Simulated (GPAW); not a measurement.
# Static electronic dielectric constant of monoclinic Ga₂O₃ along x: settings, kernels, a scissors shift and two functionals

Monoclinic Ga₂O₃ holds gallium in both tetrahedral and octahedral oxygen sites. The top of its valence band is mainly O 2p and the bottom of its conduction band largely Ga 4s, so the electronic response comes from moving charge from oxygen towards gallium.

The design target is a quarter-wave layer of this oxide for light of 2000 nm vacuum wavelength, polarised along x. Its thickness follows from ε∞. The brief is to find a cheaper setting that reproduces the thickness from LDA, RPA, 8×8×4, 59 bands, 120 eV, the row with the largest local-field basis. The tolerance is 5 nm, the response step may take at most 200 core-s, and functional and response level must stay the same. The comparison is therefore between calculations; the table has no measured row.

## How the numbers were made

The measured cell of a diffraction database, fixed. GPAW 26.7.0, plane waves with PAW (cutoff 450 eV), no spin polarisation, no spin-orbit coupling, clamped ions. Each name gives functional, response level, k mesh, size of the sum over states, local-field cutoff and any scissors shift of the empty bands; line broadening 0.1 eV. The smallest direct gap met on these meshes is 2.26 eV. The runs were spread over Arm Neoverse V1 and Arm Neoverse V2, shared with other work, so times are rough and not strictly comparable between rows.

Notes on method and selection:

- Meshes coarser than about 0.2 1/Å can put ε∞ too high by tens of per cent where the direct gap is small.
- Runs that did not converge, have known faults or may not be shown are not listed, and runs on Ansatz's PAW sets soft_1 and soft_2 are kept to separate tables.

Columns:

- bands: bands in the sum.
- scissors (eV): scissors shift.
- k spacing (1/Å): k-point spacing.
- ε∞: real dielectric constant at zero frequency, field along x.
- cost (core-s): processor time of the response step.

## Data

| member | bands | local-field cutoff (eV) | scissors (eV) | k spacing (1/Å) | ε∞ | cost (core-s) |
| --- | --- | --- | --- | --- | --- | --- |
| LDA, Bootstrap, 8×8×4, 59 bands, 60 eV, scissors 1 eV | 59 | 60 | 1 | 0.28 | 4.31 | 89 |
| LDA, RPA, 4×4×2, 59 bands, 60 eV | 59 | 60 | 0 | 0.56 | 4.08 | 24 |
| LDA, RPA, 8×8×4, 59 bands, 20 eV | 59 | 20 | 0 | 0.28 | 3.97 | 80 |
| LDA, ALDA, 8×8×4, 59 bands, 60 eV | 59 | 60 | 0 | 0.28 | 3.92 | 140 |
| LDA, RPA, 8×8×4, 59 bands, 60 eV | 59 | 60 | 0 | 0.28 | 3.88 | 91 |
| LDA, RPA, 8×8×4, 59 bands, 120 eV | 59 | 120 | 0 | 0.28 | 3.79 | 240 |
| PBE, RPA, 8×8×4, 59 bands, 60 eV | 59 | 60 | 0 | 0.28 | 3.77 | 68 |
| LDA, RPA, 8×8×4, 59 bands, 60 eV, scissors 1 eV | 59 | 60 | 1 | 0.28 | 3.56 | 88 |
| LDA, RPA, 8×8×4, 35 bands, 60 eV | 35 | 60 | 0 | 0.28 | 3.32 | 43 |

## Why the values move as they do

The common starting point is LDA, RPA, 8×8×4, 59 bands, 60 eV, with ε∞ = 3.88.

Among the numerical settings the sum over states matters most. Going from 35 to 59 bands raises ε∞ by 3.88 − 3.32 = 0.56, because every added empty band opens further transitions that polarise the crystal in the same sense.

Refining the mesh from 4×4×2 to 8×8×4 lowers ε∞ by 0.20. A coarse mesh may give too much weight to regions with a small direct gap, which would have this sign. Both meshes are coarser than 0.2 1/Å, so some excess may remain.

Raising the local-field cutoff from 20 to 60 and then to 120 eV lowers ε∞ by 0.09 each time. Local fields oppose the applied field where charge is unevenly spread, and a higher cutoff admits finer structure around the oxygen ions. The fall has not levelled off.

A scissors shift of 1 eV lowers ε∞ by 3.88 − 3.56 = 0.32. With fixed dipole matrix elements and one mean transition energy E, ε∞ − 1 scales as 1/E, so E = 1 × (3.56 − 1) / (3.88 − 3.56) = 8.0 eV. This is far above the smallest direct gap of 2.26 eV: most of the response comes from transitions well beyond the band edge.

PBE lies 0.11 below LDA in the same cell. Slightly larger transition energies in PBE would act in this direction. ALDA adds only 0.04 to RPA, since its attractive kernel is short-ranged and has little hold on a uniform field.

## Where the trend breaks

The Bootstrap row lies 4.31 − 3.56 = 0.75 above RPA with the same scissors shift. Its kernel is attractive and long-ranged, so it strengthens the response to a uniform field. The kernel is the inverse dielectric constant divided by the independent-particle response. Keeping only its long-wavelength part gives ε − 1 = X/(1 − 1/ε), or (ε − 1)² = Xε, with X = 3.56 − 1 = 2.56 from RPA. This is a quadratic in ε with the sum of its roots 2 + X, that is 2 + 2.56 = 4.56, and the solution is ε = (4.56 + √(4.56² − 4)) / 2 = 4.33, close to the table. The high value is thus what this kernel should produce, not a numerical fault; whether it suits the real crystal is a separate matter.

The 35-band row, 3.32, should not be used. O 2s and 2p with Ga 4s and 4p supply 4 × 3 + 6 × 6 = 48 electrons, or 24 filled bands. If the count includes filled bands, only 11 empty ones remain. Ga 3d electrons would fill 20 more bands, 44 in all, so on this reading they must sit in the frozen core.

## Cost against accuracy

Going from 35 to 59 bands raises the response time from 43 to 91 core-s, roughly double, and moves ε∞ by 0.56. Refining the mesh from 4×4×2 to 8×8×4 takes it from 24 to 91 core-s, nearly fourfold, for a change of 0.20. Raising the local-field cutoff from 60 to 120 eV takes it from 91 to 240 core-s, a factor of 2.6, for a change of 0.09.

Starting from 35 bands, processor time is therefore better spent first on the longer sum over states; these rows do not show what a sum beyond 59 bands would add. The Bootstrap kernel adds no visible cost to RPA with the same scissors shift, at 89 against 88 core-s.

## Selection

Treating x as a principal optical axis and neglecting dispersion between zero frequency and 2000 nm, the refractive index is n = √ε∞. The quarter-wave thickness is d = λ/(4n), with λ = 2000 nm, so d = 500/√ε∞ in nm. The reference row gives 500/√3.79 = 256.8 nm.

Four other rows keep LDA and RPA without a scissors shift, and all meet the cost limit:

- 60 eV cutoff, 59 bands, 8×8×4: 500/√3.88 = 253.8 nm, too thin by 256.8 − 253.8 = 3.0 nm.
- 20 eV cutoff, 59 bands, 8×8×4: 500/√3.97 = 250.9 nm, too thin by 256.8 − 250.9 = 5.9 nm.
- 4×4×2 mesh, 59 bands, 60 eV: 500/√4.08 = 247.5 nm, too thin by 256.8 − 247.5 = 9.3 nm.
- 35 bands, 8×8×4, 60 eV: 500/√3.32 = 274.4 nm, too thick by 274.4 − 256.8 = 17.6 nm.

The pick is the 60 eV row, the only one within 5 nm. The runner-up is the 20 eV row, which misses the tolerance by 0.9 nm.

PBE at 60 eV gives 500/√3.77 = 257.5 nm and looks closer still. That agreement combines a change of functional with a lower cutoff, two shifts of opposite sign, and so gives no ground for replacing the reference by PBE.

The level has an error of its own. LDA gaps are too small, which commonly makes ε∞ too high, by roughly 10 per cent in many semiconductors and oxides. An excess of that size would make the true layer thicker by a factor √1.1, or about 13 nm. The short sum over states works the other way, so the net error is not fixed by these rows. The 5 nm tolerance applies to agreement between settings, not to a grown film.

The pick stays within tolerance of a reference thickness up to 253.8 + 5 = 258.8 nm. It would be overturned if a still larger local-field basis brought ε∞ below (500/258.8)² = 3.73. That is only 0.06 under the present reference, less than the last step of 0.09, so the choice is provisional.

## Conclusions

For this crystal with the field along x, going from 35 to 59 bands matters more than raising the local-field cutoff, and a long-range kernel can outweigh a 1 eV scissors shift. These comparisons were made at a k spacing of 0.28 1/Å, with cutoffs of 20 to 120 eV. Responses along y and z were computed but are not tabled, so the anisotropy remains hidden.

The rows span 4.31 − 3.32 = 0.99. Clamping the ions leaves out something larger: in a polar oxide, lattice displacements typically add several units to the dielectric constant at low frequency. That contribution matters for a capacitor, but is small at 2000 nm, where the ions cannot follow the field.
